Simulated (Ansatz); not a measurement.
Zr3CdC: the change of energy over elements and pressure with volume per atom

All results are calculated (Ansatz 0.2.0). Density functional energy, stress (positive in compression), forces and moments (in spheres) of a cell at fixed atoms, energy at zero smearing over the elements' standard states in the same functional; plane waves with PAW datasets, Gamma-centred k mesh.

Cell of the first row (space group Pm-3m, No. 221):
```
Zr3CdC
1.0
      4.3814     0.0000     0.0000
      0.0000     4.3814     0.0000
      0.0000     0.0000     4.3814
Zr Cd C
3 1 1
Direct
  0.00000 0.50000 0.50000
  0.50000 0.00000 0.50000
  0.50000 0.50000 0.00000
  0.00000 0.00000 0.00000
  0.50000 0.50000 0.50000
```

Settings of every row: functional PBE; dispersion none; spin none; wave cutoff 420 eV; k mesh 8x8x8; occupations gaussian; smearing width 0.1 eV.

Limits: the cell comes from a prototype or a list of computed structures and needn't be the stable phase.

| row | volume per atom (Å³) | energy over elements (eV/atom) | pressure (GPa) |
| --- | --- | --- | --- |
| 1 | 16.821 | -0.3188 | 21.66 |
| 2 | 17.395 | -0.384 | 14.94 |
| 3 | 17.968 | -0.427 | 9.18 |
| 4 | 18.542 | ? | ? |
| 5 | 19.689 | -0.4515 | -3.63 |
| 6 | 20.262 | -0.4328 | -6.75 |
| 7 | 21.027 | -0.392 | -10.21 |

Question: what energy over elements and pressure should row 4 give?

Worked fit of energy over elements. Take u = (V_r/V)^(2/3) − 1 with V_r = 18.828 Å³ an atom, which is twice the finite (Eulerian) strain; such expansions in the strain, on which the Birch-Murnaghan equation of state is built, carry the rest volume and the bulk modulus. The shown rows have u = 0.07804, 0.05419, 0.03166, -0.02937, -0.04776, -0.071. Least squares give energy over elements = −0.45634 + 0.3641 × u + 17.91 × u² eV/atom; a straight line predicts inner rows, each left out in turn, worse (root mean square 0.035 against 0.00016 eV/atom). The rows lie off it by 0.0000, 0.0000, -0.0001, 0.0001, 0.0001, -0.0001. Its lowest point lies at u = -0.0102, or V = 19.12 Å³ an atom, and the curvature there gives the bulk modulus at fixed shape and fractions, B = (4/9)(1 + u)² E″(u)/V = 131 GPa. The withheld row has u = 0.01026, so the fit gives −0.45634 + 0.3641 × (0.01026) + 17.91 × (0.01026)² = -0.4507 eV/atom.

The calculation gave -0.4508 eV/atom. The fit lies 0.0001 eV/atom (0.075 % of the column's range) above it, one unit of the last digit.

Worked fit of pressure. Take u = (V_r/V)^(2/3) − 1 with V_r = 18.828 Å³ an atom, which is twice the finite (Eulerian) strain; such expansions in the strain, on which the Birch-Murnaghan equation of state is built, carry the rest volume and the bulk modulus. The shown rows have u = 0.07804, 0.05419, 0.03166, -0.02937, -0.04776, -0.071. Least squares give pressure = 2.044 + 208.55 × u + 526.5 × u² + 285 × u³ GPa; a parabola predicts inner rows, each left out in turn, worse (root mean square 0.045 against 0.0081 GPa). All shown rows lie on it to the printed digit. The pressure vanishes at u = -0.0101, or V = 19.12 Å³ an atom, and there the bulk modulus at fixed shape and fractions is B = −V dP/dV = (2/3)(1 + u) dP/du = 131 GPa. The withheld row has u = 0.01026, so the fit gives 2.044 + 208.55 × (0.01026) + 526.5 × (0.01026)² + 285 × (0.01026)³ = 4.24 GPa.

The calculation gave 4.24 GPa. The fit meets it to the printed digit.
